**Question.** I'm looking at this scan of white tin, stretched and squeezed equally along x and y with c held fixed.

White tin (I4_1/amd, a = 5.880, c = 3.199 Å, 27.65 Å³ per atom, not relaxed at this level), strained equally along x and y with c and fractional coordinates fixed. Ansatz 0.2.0, scalar-relativistic PBEsol, plane-wave PAW, no spin polarisation, 420 eV cutoff, 16×16×16 k mesh, 0.15 eV Gaussian smearing. Free energies are relative to zero strain; tensile stress is the sum of xx and yy, and pressure is positive in compression.

| strain | energy change (meV/atom) | tensile stress along pattern (GPa) | pressure (GPa) |
| --- | --- | --- | --- |
| -0.06 | 66.1 | -18.33 | 7.22 |
| -0.045 | 29.5 | -11.66 | 4.45 |
| -0.03 | 7.7 | -6.06 | 2.12 |
| -0.015 | -1.6 | -1.43 | 0.17 |
| 0 | 0.0 | 2.57 | -1.47 |
| 0.015 | 11.3 | 5.97 | -2.83 |
| 0.03 | 30.9 | 8.73 | -3.95 |
| 0.045 | 57.4 | 10.95 | -4.86 |
| 0.0525 | 73.0 | 11.89 | -5.25 |
| 0.06 | 89.8 | 12.71 | -5.61 |

Some of it puzzles me:

1. Why is the energy negative at −0.015?
2. At 0.06, stretching costs more than squeezing. Is tin stiffer in tension?
3. Which elastic constant can I get from this, and how well?
4. Why does the stress along c change if c doesn't?
5. Can I read off the ideal strength?
6. Is any of this useful for a solder joint?
7. What would another functional change, and which digits can I trust?

**Answer.** Several of these have one root: the zero of the strain scale is not the point where the crystal is free of stress.

### 1. The negative energy

The tensile stress along the pattern is the sum of the xx and yy stresses, twice the stress on each in-plane axis. At zero strain it is already 2.57 GPa, so the starting cell is too wide for this functional and pulls inwards. A small squeeze lets it relax, and the energy falls. Interpolated between neighbouring rows, the in-plane stress vanishes near −0.010. The scan itself fixes the symmetry and the fractional coordinates, and the stress runs smoothly through zero, so the dip is just the bottom of an ordinary energy curve and no sign of a new phase.

### 2. Stretching against squeezing

Think of a diatomic molecule whose bond is held slightly too long. Stretching it further costs energy from the first step, while shortening it first gains some. That tells you where you started, not which direction is stiffer.

For the crystal, call the in-plane strain $e$, the volume per atom $V$ and the stress sum at zero strain $T_0$. The work of straining is stress times volume times strain, and the stress itself changes with strain, so

$$E \approx V\,(T_0 e + C e^2 + A e^3).$$

The first term is the pre-stress, $C$ is the stiffness and $A$ describes how the stiffness changes. One GPa acting on 27.65 Å³ is 172.6 meV, so at a strain of 0.06 the first term is

$$172.6 \times 2.57 \times 0.06 \approx 26.6\ \text{meV per atom}.$$

It adds to the cost of stretching and lowers that of squeezing by the same amount. Taking it out gives

$$\text{stretched: } 89.8 - 26.6 = 63.2, \qquad \text{squeezed: } 66.1 + 26.6 = 92.7\ \text{meV per atom}.$$

The order is reversed: squeezing costs about half as much again as stretching. This step uses table values only, with no fit.

A likely cause is that repulsion between overlapping electron clouds grows steeply as atoms approach, while bonding fades as they separate. The table shows the resulting asymmetry but doesn't split the energy into those two parts. The geometry makes the in-plane strain effective, because the four contacts of each atom that are shortest in the starting cell lie only about 15° out of the plane. For a similar crystal, first look at the sign of the stress at zero strain. A cell that starts too wide disguises the asymmetry, and one that starts too narrow exaggerates it.

### 3. The elastic constant

With equal strain on both axes, the quadratic energy gives the sum $C_{11}+C_{12}$, not either constant alone. I fixed the pre-stress term from the table and fitted $C$ and $A$ to all ten energies by least squares, which gives about 125 GPa. The slope of the stress between −0.015 and 0.015 gives 123 GPa. Part of that small gap is a matter of definition, since elastic constants of a stressed crystal depend on how strain is defined.

The choice of starting point matters more. Between −0.015 and 0, close to where the in-plane stress vanishes, the stress sum rises by 4.00 GPa. Half of 4.00/0.015 is 133 GPa, so the crystal is stiffer there than around the wider starting cell. A constant stiffness is only a small-strain picture: drawn out to either end of the scan, the straight line misses the computed stress by about a third.

### 4. The stress along c

A crystal stretched in the plane tends to contract along c, which recovers some of the lost density. Here c is held, so the blocked contraction appears as tension. You can get it from the table as minus three times the pressure, less the stress sum. Around zero strain it changes by about 0.43 GPa for each GPa on one in-plane axis. Where the in-plane stress vanishes, about 1.2 GPa of tension remains along c, so that point is not the fully relaxed crystal either.

### 5. The ideal strength

No. The stress is still rising at 0.06, although its slope has fallen from 445 GPa in the first step to 109 GPa in the last.

To see whether the peak could be extrapolated, I fitted two curves to all ten stresses. A quadratic peaks at a strain of about 0.08, and a straight line times a decaying exponential at about 0.16. The second, which has the form of the slope of a common binding-energy curve, follows the rows more closely, but that doesn't test it beyond them. A real crystal might also give way earlier by a distortion that breaks the symmetry, which this scan doesn't allow.

### 6. The solder joint

The small-strain stiffness is the useful part. In a grain whose c axis stands upright on the joint, a mismatch strain of 0.001 would build up about 0.13 GPa on each in-plane axis if tin started free of in-plane stress, stayed elastic and had c held. Tin is a soft metal and is expected to yield well below that, though this scan can't show it. A joint should therefore relieve much of such a mismatch by plastic flow, and the GPa stresses in the table are no design values. A film free to contract along c would carry less elastic stress than this estimate.

### 7. Another functional, and the digits

A functional that prefers a larger cell, as PBE usually does compared with PBEsol, would move the stress-free point towards stretching. The pre-stress would shrink or even change sign, and the apparent extra cost of stretching would shrink or vanish with it. By how much can't be told without running it.

Extrapolating the energies to zero smearing shifts none of them by more than 0.6 meV per atom, but the cutoff and the k mesh were not varied, so I would not lean on the tenths of a meV. The dip of 1.6 meV at −0.015 survives that check and fits the tension found at zero strain, so it is real at these settings. Integrating the stress also reproduces the energies at both ends, which shows that the two columns agree with each other, not that they agree with nature. Spin-orbit coupling and temperature are missing, and the PAW datasets were made for PBE. I would quote the computed sum $C_{11}+C_{12}$ as roughly 130 GPa and leave the third digit alone. How close real tin comes to that, this scan can't say.
